A chemical bond is worth a few electronvolts. The innermost electrons of arsenic lie about ten thousand electronvolts deep, its 3s and 3p electrons only one or two hundred. Hydrogen suggests a simple pattern for such levels: one energy for each shell, whatever the shape of the orbital. The table puts this pattern to the test in boron arsenide.

Core-level Kohn–Sham eigenvalues of cubic boron arsenide (BAs), computed with exciting sodium using the BP86 functional and all-electron LAPW+lo. The cell is stretched by 15% in volume, the 6×6×6 k-mesh is shifted by half a step, and the valence states are treated without spin-orbit coupling. Energies are relative to the highest valence level on the mesh.

```csv
row,core level (eV),core element,core shell
1,-174.3,B,1s1/2
2,-11713.9,As,1s1/2
3,-1481.3,As,2s1/2
4,-1322.9,As,2p1/2
5,-1286.3,As,2p3/2
6,-185.0,As,3s1/2
7,-131.8,As,3p1/2
8,-126.8,As,3p3/2
```

The levels are orbital energies from semilocal density-functional theory, counted from the top of the valence band. They are shallower than the binding energies seen in photoemission; for B 1s the measured value is roughly 190 eV. The crystal is stretched by 15% in volume, and the k-mesh misses the zone centre, where the valence top lies. The second point may shift all rows by one common amount, but it leaves the gaps between them unchanged. The 3d electrons of arsenic are treated as valence and are not listed; they lie well above 3p, and "third shell" below means 3s and 3p only.

**(a) How deep would each arsenic shell lie if it had only one level?**

*Solution.* Two things set the depth of a core electron. The nucleus attracts it, weakened by the electrons further in. The electrons further out surround it like a charged shell: they exert hardly any force inside, but they raise an electron's potential energy there and so lift the level.

Slater's screening rules put numbers to both. An electron is screened by 0.35 for each partner in its own group (0.30 in 1s), by 0.85 for each electron one shell further in, and by 1 for each deeper one; for 3d, everything further in counts 1. The total energy is then a sum over groups $j$ with $N_j$ electrons, screened charge $Z_j$ and shell number $n_j$ (3.7 for the fourth shell):

$$E=-Ry\sum_j N_j\left(\frac{Z_j}{n_j}\right)^2,\qquad Ry=13.6\ \text{eV}.$$

In density-functional theory an orbital energy is the slope of the total energy with the occupation of that orbital (Janak's theorem). Applied to Slater's energy, this gives

$$\varepsilon_i=-Ry\left(\frac{Z_i}{n_i}\right)^2+2Ry\sum_j \frac{N_j\,c_{ij}\,Z_j}{n_j^2},$$

where $c_{ij}$ is the screening that one electron of group $i$ exerts on one of group $j$. The second term is the lift. Besides the groups further out it counts the electron's own group, since an added electron also screens its partners and so raises their energy.

For the second shell, $Z_i=33-2\times0.85-7\times0.35=28.85$, so the attraction gives −2831 eV. The lift has four parts:

| group $j$ | $N_j$ | $c_{ij}$ | $Z_j$ | $N_jc_{ij}Z_j/n_j^2$ |
|---|---|---|---|---|
| 2s, 2p | 8 | 0.35 | 28.85 | 20.2 |
| 3s, 3p | 8 | 0.85 | 21.75 | 16.4 |
| 3d | 10 | 1 | 11.85 | 13.2 |
| 4s, 4p | 5 | 1 | 6.3 | 2.3 |

They add up to 52.1, which times $2Ry$ is 1418 eV. The level comes out at −1413 eV, 5% deeper than the computed mean of the shell, weighted by its electrons. Without the lift it would be twice too deep.

The constants are Slater's general ones, not adjusted to this table. The model counts from an electron taken far away, the table from the valence top, which typically lies several electronvolts lower; for the shallower levels the comparison is no finer than that. For the third shell the model gives −120 eV, 16% too shallow against the computed mean. For As 1s it agrees within 0.2%, which is better than it deserves: it leaves out relativity, which would lower this level by about 200 eV.

**(b) Which rows break the pattern, and what separates s from p?**

*Solution.* The breaks are in the second and third shells of arsenic, where s and p levels should coincide. The 2s level lies 68 eV below the model, while the two 2p levels lie 91 and 127 eV above it. These offsets also contain relativity, which the model lacks: a hydrogen-like estimate with Slater's charge lowers 2s and 2p1/2 alike by roughly 40 eV and 2p3/2 much less. The gaps between the rows are therefore the cleaner measure. In the third shell the model is too shallow for all three rows, so there the break shows in their spread.

The largest step in each shell is the one from s to p. It measures 158.4 eV from 2s to 2p1/2 and 53.2 eV from 3s to 3p1/2. Relative to the depth of the s level, that is 11% and 29%: the pattern fails worse further out.

The table shows the gap, not its parts; the cause that theory gives is penetration. An s electron has a finite density at the nucleus and spends part of its time deep inside the cloud of the other electrons, those of its own shell included, where it feels more of the nuclear charge. A p electron is kept away from the nucleus by its angular momentum. Slater's rules treat the two alike, and therefore miss the gap.

Relativity alone would not open this gap. For a single electron around a point charge, the Dirac equation gives 2s1/2 and 2p1/2 the same energy, and likewise 3s1/2 and 3p1/2. The step from s to p1/2 is thus a sign of the other electrons, whose cloud makes the field differ from that of a point charge.

Boron's 1s level is no further break, although it lies only 10.7 eV above As 3s. It belongs to another nucleus, and the same rules place it at −179 eV, against −174.3 eV in the table. Two quite different balances of attraction and lift happen to end at similar depths.

**(c) The p levels are themselves split, by 36.6 eV in 2p and 5.0 eV in 3p. Can the splitting be predicted from the depth of the level?**

*Solution.* This second break is spin-orbit coupling: the energy depends on how the electron's spin is oriented to its orbital motion. It would exist even around a bare nucleus. The calculation includes it for the core, which is treated with the Dirac equation; it is left out only for the valence bands.

For a p electron in the field of a charge $Z$, the splitting is to leading order, good to a few percent here,

$$\Delta=\frac{\alpha^2 Ry\,Z^4}{2n^3},$$

with $\alpha\approx1/137$. The question is which charge to insert. Reading it from the depth, as if the level were $-Ry(Z/n)^2$, gives about 19.5 for 2p and 9.2 for 3p. The predicted splittings are then 6.6 and 0.1 eV, too small by factors of about six and fifty.

The depth misleads because it contains the lift. Outer electrons make a level shallower without weakening the field near the nucleus, and it is this field that couples spin and orbit. The picture fits 2p well. For 3p the largest part of the lift comes from the 3d electrons, which share its region of space; they are expected also to push the orbital outward, so that less of it reaches the nucleus and the splitting shrinks. Slater's inner charges, 28.85 and 21.75, leave the lift out and give 31 and 3.0 eV. That is the right size, though 14% and 40% below the computed splittings.

Solving the formula for the charge instead gives about 30 for 2p and 25 for 3p. Both exceed Slater's values, as theory leads one to expect: the coupling is strongest close to the nucleus, where fewer electrons screen it than on average over the orbital. The fourth power then magnifies even a modest difference in charge.

One shell thus holds two measures of screening. The step from s to p shows what an s electron gains by reaching deeper into the cloud of the others. The p doublet shows how strong the field is close to the nucleus, weighted by how much of the orbital gets there. That weight is the expected reason why 3p gives a smaller charge than 2p, although both meet the same nucleus.
